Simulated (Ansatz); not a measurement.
**Abstraction of F: C3H4BF + C3H6F → C3H4B + C3H6F2**

Species: C3H4BF `C#CB(C)F`, singlet; C3H6F `[CH2]CCF`, doublet; C3H4B `C#C[B]C`, doublet; C3H6F2 `FCCCF`, singlet. A radical takes F: the energy is the difference in strength between the B–F bond broken and the C–F bond made.

Shapes, held fixed at every level: PBE0-D4/def2-TZVP. Flexible molecules stand in one conformer, not always the lowest. Programs: Ansatz 0.2.0. Electronic energies: no zero-point or thermal term.

(1) Estimate ΔE of this reaction.

## Answers

(1) B2PLYP/def2-TZVPP gives ΔE = +212.9 kJ/mol; the levels span +188.8 to +228.5. The median of the levels is +208.6. No measured value is set beside it here. Spin contamination: C3H4B (⟨S²⟩ up to 0.91). Open shells run unrestricted. Times are processor times on shared x86 and Arm servers, and rough.

```csv
level,kind,ΔE (kJ/mol),CPU time (sum over the molecules)
HF/def2-TZVPP,Hartree–Fock,+228.5,–
PBE-D4/def2-TZVPP,GGA,+188.8,28 s
r2SCAN-D4/def2-TZVPP,meta-GGA,+203.4,56 s
B3LYP-D4/def2-TZVPP,global hybrid,+204.3,40 s
wB97M-V/def2-TZVPP,range-separated hybrid,+213.4,2.6 min
wB97X-V/def2-TZVPP,range-separated hybrid,+208.6,1.9 min
B2PLYP/def2-TZVPP,double hybrid,+212.9,76 s
```

Fluorine transfer from boron to the primary alkyl radical is strongly uphill at every level, from +188.8 to +228.5 kJ/mol, so the B–F bond is much the stronger of the two. Both bonds are strongly polar, but boron is less electronegative than carbon, which gives B–F the larger ionic contribution. Three-coordinate boron also has a formally empty p orbital that accepts density from the fluorine lone pairs. The saturated carbon in the product has no comparable low-lying acceptor, so the new C–F bond can't make up for the loss.

PBE gives the smallest difference and Hartree–Fock the largest, but exact exchange alone doesn't order the levels: r2SCAN, which has none, nearly matches B3LYP. The remaining spread probably reflects incomplete cancellation of errors between two chemically different bonds. The sign is therefore much more secure than the exact magnitude. In the reverse direction, the boryl radical has a strong energetic drive to take fluorine from the alkyl fluoride, though how fast it would do so depends on a barrier not computed here.
